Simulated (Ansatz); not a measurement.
**Ligand exchange: CH2BrI + C2H5ClSn → CH2ClI + C2H5BrSn**

Species: CH2BrI (bromoiodomethane) `BrCI`, singlet; C2H5ClSn `C[CH2][Sn][Cl]`, singlet; CH2ClI (chloroiodomethane) `ClCI`, singlet; C2H5BrSn `C[CH2][Sn][Br]`, singlet. The partners trade Br for Cl: C–Br and Sn–Cl bonds give way to C–Cl and Sn–Br.

Shapes, held fixed at every level: PBE0-D4/def2-TZVP. Flexible molecules stand in one conformer, not always the lowest. Programs: Ansatz 0.2.0. The zero-point and thermal change to 298 K, harmonic and unscaled (PBE0-D4/def2-TZVP), is +0.9 kJ/mol.

(1) Estimate ΔH(298 K) of this reaction.

Results:

(1) The highest level, CCSD(T)/def2-TZVPP, gives ΔH(298 K) = -3.6 kJ/mol; the levels span -11.0 to -2.8. That is about zero within the method's error. The column of differences is taken from that level and isn't an error. No measured value is set beside it here. For atoms past krypton def2 sets carry core potentials with scalar relativity. Relativity is left out for Br. Outer-core shells of Br, I, Sn are correlated in most correlated rows, in sets that cover them unevenly.

| level | kind | ΔH(298 K) (kJ/mol) | less CCSD(T)/def2-TZVPP |
| --- | --- | --- | --- |
| r2SCAN-D4/def2-TZVPP | meta-GGA | -7.7 | -4.1 |
| PBE0-D4/def2-TZVPP | global hybrid | -9.1 | -5.5 |
| r2SCAN0-D4/def2-TZVPP | global hybrid | -9.2 | -5.6 |
| wB97X-V/def2-TZVPP | range-separated hybrid | -6.1 | -2.5 |
| B2PLYP/def2-TZVPP | double hybrid | -5.6 | -2.0 |
| MP2/def2-TZVPP | perturbation theory | -2.8 | +0.8 |
| CCSD(T)/def2-SVP | coupled cluster or CI | -11.0 | -7.4 |
| CCSD(T)/def2-TZVPP | coupled cluster or CI | -3.6 | 0.0 |

The exchange is close to thermoneutral because it keeps the number and type of bonds: two carbon–halogen bonds and one tin–halogen bond stand on each side, with the C–I bond left untouched. Chlorine binds more strongly than bromine to both carbon and tin, through its shorter bonds, better orbital overlap and greater electronegativity, so the gain at carbon is largely paid back at tin. The small remainder probably reflects a slightly different balance of covalent and ionic bonding at the two centres.

Every level puts the products lower, but that shared sign doesn't establish a real preference for chlorine on carbon. Enlarging the basis moves the coupled-cluster value from -11.0 to -3.6 kJ/mol, a shift larger than the whole spread among methods in the bigger basis, so the remaining basis error could matter as much as the choice of method. Exact exchange alone doesn't bring the functionals closer to coupled cluster: r2SCAN0 lies further away than r2SCAN. MP2's close agreement may owe something to cancellation of errors. The position of equilibrium would also require the entropy change.
